# Spin-cluster expansion and reference-dependent pair exchange: a Cr trimer on Au(111)

## Result

Let $E(\mathbf e_1,\dots,\mathbf e_N)$ be the energy of $N$ local moments whose directions are constrained to the unit vectors $\mathbf e_i$, everything else being relaxed, and let spin–orbit coupling be absent. Write $x_{ij}=\mathbf e_i\cdot\mathbf e_j$, and let $\langle\cdots\rangle$ be the average over all directions taken independent and uniform on the sphere, the fully disordered state. Each pair is counted once and a positive coupling favours parallel moments. A Hamiltonian written as $-\sum_{i\neq j}J_{ij}x_{ij}$ has constants half as large.

1. In the spin-cluster expansion (Drautz and Fähnle, 2004) invariance under a common rotation reduces the pair terms to Legendre polynomials,
$$E=E_0-\sum_{i<j}\sum_{l\ge1}J^{(l)}_{ij}P_l(x_{ij})+(\text{clusters of three or more sites}),$$
$$E_0=\langle E\rangle,\qquad J^{(l)}_{ij}=-(2l+1)\,\langle E\,P_l(x_{ij})\rangle .$$
Time reversal puts no further condition on pairs. It first acts on triplets.
2. The exchange obtained from small rotations about a collinear reference state (Liechtenstein, Katsnelson, Antropov and Gubanov, 1987) is $J^{\rm ref}_{ij}=-\partial E/\partial x_{ij}$ at that state. For $E=-Jx-Bx^2$ it equals $J+2B$ for a parallel pair and $J-2B$ for an antiparallel pair, while $J^{(1)}=J$.
3. About a non-collinear planar state, rotations within the plane and out of it give two different exchange constants for the same pair.

## Problem

Three Cr atoms sit on neighbouring equivalent hollow sites of Au(111) and form an equilateral triangle. The model energy is
$$E=-J\,(x_{12}+x_{13}+x_{23})-B\,(x_{12}^2+x_{13}^2+x_{23}^2)-K\,(x_{12}x_{13}+x_{12}x_{23}+x_{13}x_{23}),$$
with $J=-120$ meV, $B=9$ meV and $K=6$ meV. The value of $J$ is chosen within the range of roughly 100 to 150 meV, antiferromagnetic, that is typical of density-functional calculations for nearest-neighbour Cr adatoms on this surface. $B$ and $K$ are illustrative in size and sign. The inputs are treated as exact, so the decimals below are those of the model's arithmetic.

(a) Find the spin-cluster coefficients and the variance of $E$ in the disordered state.

(b) Find the small-rotation exchange for the ferromagnetic state $\uparrow\uparrow\uparrow$ and for $\uparrow\uparrow\downarrow$ (site 3 reversed).

(c) Do the same for the planar 120° state and test its stability.

(d) Compare the energy differences of the three states with those of Heisenberg models built from each set of constants.

(e) Recover $J$, $B$ and $K$ from the collinear exchange constants.

## Answers

| quantity | formula | value (meV) |
|---|---|---|
| $E_0$ | $-B$ | $-9$ |
| $J^{(1)}$ | $J+K/3$ | $-118$ |
| $J^{(2)}$ | $2B/3$ | $6$ |
| $J^{\rm ref}$, $\uparrow\uparrow\uparrow$ | $J+2B+2K$ | $-90$ |
| $J^{\rm ref}_{12}$, $\uparrow\uparrow\downarrow$, parallel pair | $J+2B-2K$ | $-114$ |
| $J^{\rm ref}_{13}$, $\uparrow\uparrow\downarrow$, antiparallel pair | $J-2B$ | $-138$ |
| $J_\perp$, 120° | $J-B-K$ | $-135$ |
| $J_\parallel$, 120° | $J+2B-5K/2$ | $-117$ |

## Solution

### Why the expansion holds

The spherical harmonics are complete on each site, so $E$ is a sum of products $\prod_i Y_{l_im_i}(\mathbf e_i)$. A product belongs to the cluster formed by the sites with $l_i\ge1$. Its average over any one of these sites vanishes, and therefore functions of different clusters are orthogonal under $\langle\cdots\rangle$. Invariance under a common rotation keeps only combinations coupled to total angular momentum zero. For one site there is none with $l\ge1$. For two sites it requires $l_i=l_j=l$, and the addition theorem gives
$$\sum_m Y^*_{lm}(\mathbf e_i)Y_{lm}(\mathbf e_j)=\frac{2l+1}{4\pi}P_l(x_{ij}).$$
In the disordered state $x_{ij}$ is uniform on $[-1,1]$, so $\langle P_lP_{l'}\rangle=\delta_{ll'}/(2l+1)$, and projection gives the formula for $J^{(l)}_{ij}$. Time reversal inverts all $\mathbf e_i$ and multiplies a term by $(-1)^{\sum_i l_i}$. For a pair the exponent $2l$ is already even. For a triplet the odd sums are removed, the lowest being the scalar chirality $\mathbf e_1\cdot(\mathbf e_2\times\mathbf e_3)$ with $l=(1,1,1)$.

The projection needs only the conditional average $\varepsilon(x)$ of $E$ over all other spins at fixed $x=x_{ij}$. With $x=-\tfrac12\,d(1-x^2)/dx$, integration by parts gives
$$J^{(1)}=-\frac32\int_{-1}^{1}x\,\varepsilon\,dx=\frac34\int_{-1}^{1}(1-x^2)\left(-\frac{d\varepsilon}{dx}\right)dx .$$
Thus $J^{(1)}$ is a normalised weighted mean of the slope $-d\varepsilon/dx$, with a weight that vanishes at the collinear points $x=\pm1$, where the small-rotation method of statement 2 samples the slope. For $\varepsilon=-Jx-Bx^2$ the slope is $J+2Bx$, and its odd part drops out of the mean.

### (a) Cluster coefficients

The biquadratic term is $x^2=\tfrac13+\tfrac23P_2(x)$. The three-spin product is not a pure triplet function. Since $\langle e^\alpha e^\beta\rangle=\delta_{\alpha\beta}/3$, its average over the shared site is $\langle x_{12}x_{13}\rangle_{\mathbf e_1}=x_{23}/3$. The function
$$T_1=x_{12}x_{13}-\tfrac13x_{23}$$
averages to zero over each of the three sites and has $l=(2,1,1)$. $T_2$ and $T_3$ follow by permutation. Then
$$E=-B-\left(J+\tfrac K3\right)\sum_{i<j}P_1(x_{ij})-\tfrac{2B}{3}\sum_{i<j}P_2(x_{ij})-K\sum_iT_i .$$
Hence $E_0=-9$ meV, $J^{(1)}=-120\text{ meV}+2\text{ meV}=-118$ meV and $J^{(2)}=6$ meV. The identity $J^{(1)}=J$ holds for $K=0$ only. A multi-spin term written as a plain product of scalar products feeds the pair coefficient.

For the norm of $T_1$, $\langle x_{12}^2x_{13}^2\rangle=\tfrac19$, $\langle x_{12}x_{13}x_{23}\rangle=\tfrac13\langle x_{23}^2\rangle=\tfrac19$ and $\langle x_{23}^2\rangle=\tfrac13$, so $\langle T_1^2\rangle=\tfrac19-\tfrac2{27}+\tfrac1{27}=\tfrac2{27}$. The three $T_i$ are mutually orthogonal because their $l$ labels differ. The variance is a sum of squares,
$$\langle(E-E_0)^2\rangle=3\,\frac{(J^{(1)})^2}{3}+3\,\frac{(J^{(2)})^2}{5}+3K^2\,\frac{2}{27}=(13924+21.6+8)\text{ meV}^2=13953.6\text{ meV}^2 .$$
The rms fluctuation is $118.1$ meV. The terms beyond $l=1$ carry $29.6$ meV$^2$, or $0.21\,\%$ of the variance. By orthogonality $E_0-J^{(1)}\sum x_{ij}$ is the least-squares Heisenberg fit over all configurations, and its rms residual is $5.44$ meV.

### (b) Collinear references

Let $\mathbf e_i=(\mathbf u_i,\;s_i\sqrt{1-u_i^2})$ with $s_i=\pm1$ and a small transverse vector $\mathbf u_i$. To second order
$$\delta x_{ij}=\mathbf u_i\cdot\mathbf u_j-\tfrac12s_is_j\,(u_i^2+u_j^2).$$
There is no first-order term, so every collinear state is stationary, and to second order $\delta E=\sum_{i<j}(\partial E/\partial x_{ij})\,\delta x_{ij}$. This is the energy change of a Heisenberg model with
$$J^{\rm ref}_{ij}=-\frac{\partial^2E}{\partial u_i^x\,\partial u_j^x}=-\frac{\partial E}{\partial x_{ij}}=J+2Bx_{ij}+K\,(x_{ik}+x_{jk}),$$
where $k$ is the third site. The definition does not require the reference to be stable. For pair terms alone, $P_l'(\pm1)=(\pm1)^{l+1}\,l(l+1)/2$ gives $J^{\rm ref}=\sum_l(\pm1)^{l+1}\tfrac12l(l+1)J^{(l)}$.

- $\uparrow\uparrow\uparrow$, all $x=1$: $J^{\rm ref}=(-120+18+12)\text{ meV}=-90$ meV.
- $\uparrow\uparrow\downarrow$, pair 12, $x_{12}=1$, $x_{13}=x_{23}=-1$: $(-120+18-12)\text{ meV}=-114$ meV.
- $\uparrow\uparrow\downarrow$, pairs 13 and 23: the $K$ terms cancel, and $(-120-18)\text{ meV}=-138$ meV.

With $K=0$ these reduce to $J+2B=-102$ meV for parallel pairs and $J-2B=-138$ meV for antiparallel pairs. In $\uparrow\uparrow\downarrow$ three geometrically equivalent bonds acquire unequal constants, because the reference state has a lower symmetry than the triangle.

### (c) The 120° state

Write $\mathbf e_i=(\sqrt{1-w_i^2}\cos\varphi_i,\;\sqrt{1-w_i^2}\sin\varphi_i,\;w_i)$ with the reference $\varphi=(0,2\pi/3,4\pi/3)$, $w_i=0$, where all $x_{ij}=-\tfrac12$. The state is stationary, because the three slopes $\partial E/\partial x_{ij}$ are equal and the two in-plane torques on each site cancel. $E$ is even under $w_i\to-w_i$ for all $i$ together, so the $w$ and $\varphi$ blocks of the Hessian decouple.

*Out of plane.* Here $\delta x_{ij}=w_iw_j-\tfrac12x_{ij}(w_i^2+w_j^2)$ is of second order, the argument of (b) applies, and
$$J_\perp=J-B-K=(-120-9-6)\text{ meV}=-135\text{ meV}.$$
From $\delta E=-J_\perp\sum_{i<j}[w_iw_j+\tfrac14(w_i^2+w_j^2)]$ every element of the Hessian equals $-J_\perp$. Its eigenvalues are $0$, $0$ and $-3J_\perp=405$ meV rad$^{-2}$.

*In plane.* Now $\delta x_{ij}$ is of first order in $\delta\varphi$, and the second derivatives of $E$ with respect to the $x_{ij}$ contribute. A Heisenberg pair has $\partial^2E/\partial\varphi_1\partial\varphi_2=-Jx_{12}$, which defines
$$J_\parallel=-\frac{1}{x_{12}}\frac{\partial^2E}{\partial\varphi_1\partial\varphi_2}=2\,\frac{\partial^2E}{\partial\varphi_1\partial\varphi_2}.$$
With $\varphi_{ij}=\varphi_i-\varphi_j$, the identities $\cos^2\varphi_{12}=\tfrac12(1+\cos2\varphi_{12})$ and $x_{12}x_{13}=\tfrac12[\cos\varphi_{23}+\cos(2\varphi_1-\varphi_2-\varphi_3)]$ turn $E$ into terms $-A\cos(\sum_ia_i\varphi_i)$, each of which adds $A\,a_1a_2\cos(\sum_ia_i\varphi_i)$ to the mixed derivative.

- The bilinear term has $A=J$, $a_1a_2=-1$, cosine $-\tfrac12$, and gives $J/2$.
- The biquadratic term has $A=B/2$, $a_1a_2=-4$, cosine $-\tfrac12$, and gives $B$.
- The term $-\tfrac K2\cos\varphi_{12}$ gives $K/4$.
- The three terms $-\tfrac K2\cos(2\varphi_i-\varphi_j-\varphi_k)$ have cosine $1$ and $a_1a_2=-2,-2,+1$, and give $-3K/2$.

The sum is $J/2+B-5K/4=-58.5$ meV rad$^{-2}$, so
$$J_\parallel=J+2B-\tfrac52K=(-120+18-15)\text{ meV}=-117\text{ meV}.$$
A common shift of all $\varphi_i$ costs nothing, so the rows of the Hessian sum to zero and the diagonal elements are $-J_\parallel$. The eigenvalues are $0$ and, twice, $-\tfrac32J_\parallel=175.5$ meV rad$^{-2}$.

The three zero modes are the global rotations and the other three curvatures are positive, so the 120° state is a local minimum. One bond in one state has two exchange constants, which differ by $J_\parallel-J_\perp=3B-\tfrac32K=18$ meV. This difference needs no spin–orbit coupling. It is anisotropy relative to the plane of the spins, not to the crystal axes.

### (d) Energy differences

The model energies are
$$E_{\uparrow\uparrow\uparrow}=-3(J+B+K)=315\text{ meV},\qquad E_{\uparrow\uparrow\downarrow}=J-3B+K=-141\text{ meV},$$
$$E_{120}=\tfrac32J-\tfrac34(B+K)=-191.25\text{ meV}.$$
A Heisenberg model with constants $J_{12}$ and $J_{13}=J_{23}$, evaluated at the same three configurations, gives $\Delta_1=E_{\uparrow\uparrow\uparrow}-E_{120}=-\tfrac32(J_{12}+2J_{13})$ and $\Delta_2=E_{\uparrow\uparrow\downarrow}-E_{120}=-\tfrac32J_{12}+J_{13}$. For equal constants $J_{\rm H}$ these are $-\tfrac92J_{\rm H}$ and $-\tfrac12J_{\rm H}$.

| constants | $\Delta_1$ (meV) | $\Delta_2$ (meV) |
|---|---|---|
| full model | $506.25$ | $50.25$ |
| $J^{(1)}$ | $531$ | $59$ |
| from $\uparrow\uparrow\uparrow$ | $405$ | $45$ |
| from $\uparrow\uparrow\downarrow$ | $585$ | $33$ |
| $J_\perp$ | $607.5$ | $67.5$ |
| $J_\parallel$ | $526.5$ | $58.5$ |

No row reproduces both differences. The ferromagnetic reference puts $\Delta_1$ $20\,\%$ low and $J_\perp$ puts it $20\,\%$ high. The $\uparrow\uparrow\downarrow$ reference puts $\Delta_2$ $34\,\%$ low.

The $\uparrow\uparrow\downarrow$ constants also distort the predicted structure. With $\varphi_3=0$ and $\varphi_{1,2}=\pm\theta$ the Heisenberg energy is $-J_{12}\cos2\theta-2J_{13}\cos\theta$. Its non-collinear stationary point has $\cos\theta=-J_{13}/(2J_{12})=-0.605$, or $\theta=127.2°$ in place of 120°. The distortion comes from the mapping, since the full energy has the permutation symmetry of the triangle and a minimum at 120°.

Each constant answers its own question. $J_\perp$ and $J_\parallel$ give the exact curvatures at the 120° state. $J^{(1)}$ governs the classical high-temperature correlation, $\langle x_{12}\rangle_T\simeq-\langle E\,x_{12}\rangle/k_BT=J^{(1)}/3k_BT$ to first order in $1/T$.

### (e) Inversion

The three collinear constants are linear in the three parameters:
$$K=\tfrac14\left(J^{\rm ref}_{\uparrow\uparrow\uparrow}-J^{\rm ref}_{12}\right)=\tfrac14(-90+114)\text{ meV}=6\text{ meV},$$
$$J+2B=\tfrac12\left(J^{\rm ref}_{\uparrow\uparrow\uparrow}+J^{\rm ref}_{12}\right)=-102\text{ meV},\qquad J-2B=J^{\rm ref}_{13}=-138\text{ meV},$$
which returns $J=-120$ meV and $B=9$ meV. Two collinear calculations thus fix the model, provided that the energy stops at fourth order in the spins. A pair term $J^{(3)}P_3$ would add $6J^{(3)}$ to all three constants and could not be told from $J$ with these data. The constants $J_\perp$ and $J_\parallel$ supply two independent tests of the truncation.

## Reach of the numbers

The model's small-rotation exchange runs from $-90$ to $-138$ meV, a ratio of $1.53$, although the terms beyond $l=1$ hold only $0.21\,\%$ of the disordered-state variance. The contrast arises because a pair coefficient enters the variance squared and with weight $1/(2l+1)$, but enters a collinear curvature linearly and with weight $l(l+1)/2$.

The scale of $J$ was chosen to be typical of Cr trimers on Au(111), and a 120° arrangement is the typical outcome for the equilateral cluster. The spread of the constants follows from the illustrative $B$ and $K$ and belongs to the model. The main neglected term is spin–orbit coupling through the gold substrate, which removes spin-rotation invariance and adds Dzyaloshinskii–Moriya and anisotropy terms. Take $E_{\rm DM}=-D\,\hat{\mathbf z}\cdot(\mathbf e_1\times\mathbf e_2+\mathbf e_2\times\mathbf e_3+\mathbf e_3\times\mathbf e_1)$ along the surface normal $\hat{\mathbf z}$, with $D\approx1$ meV as a typical order of magnitude, and let the spins lie in the surface plane. Each bond contributes $-D\sin(\varphi_j-\varphi_i)=\mp\tfrac{\sqrt3}{2}D$, both to the energy and to the mixed derivative. The two senses of rotation of the 120° state are then split by $3\sqrt3D\approx5.2$ meV, and $J_\parallel$ shifts by $\mp\sqrt3D\approx\mp1.7$ meV. The shift is small against the $18$ meV between $J_\parallel$ and $J_\perp$, but the splitting is as large as $J^{(2)}$ or $K$, so fourth-order constants of a few meV have to be fitted together with the relativistic terms.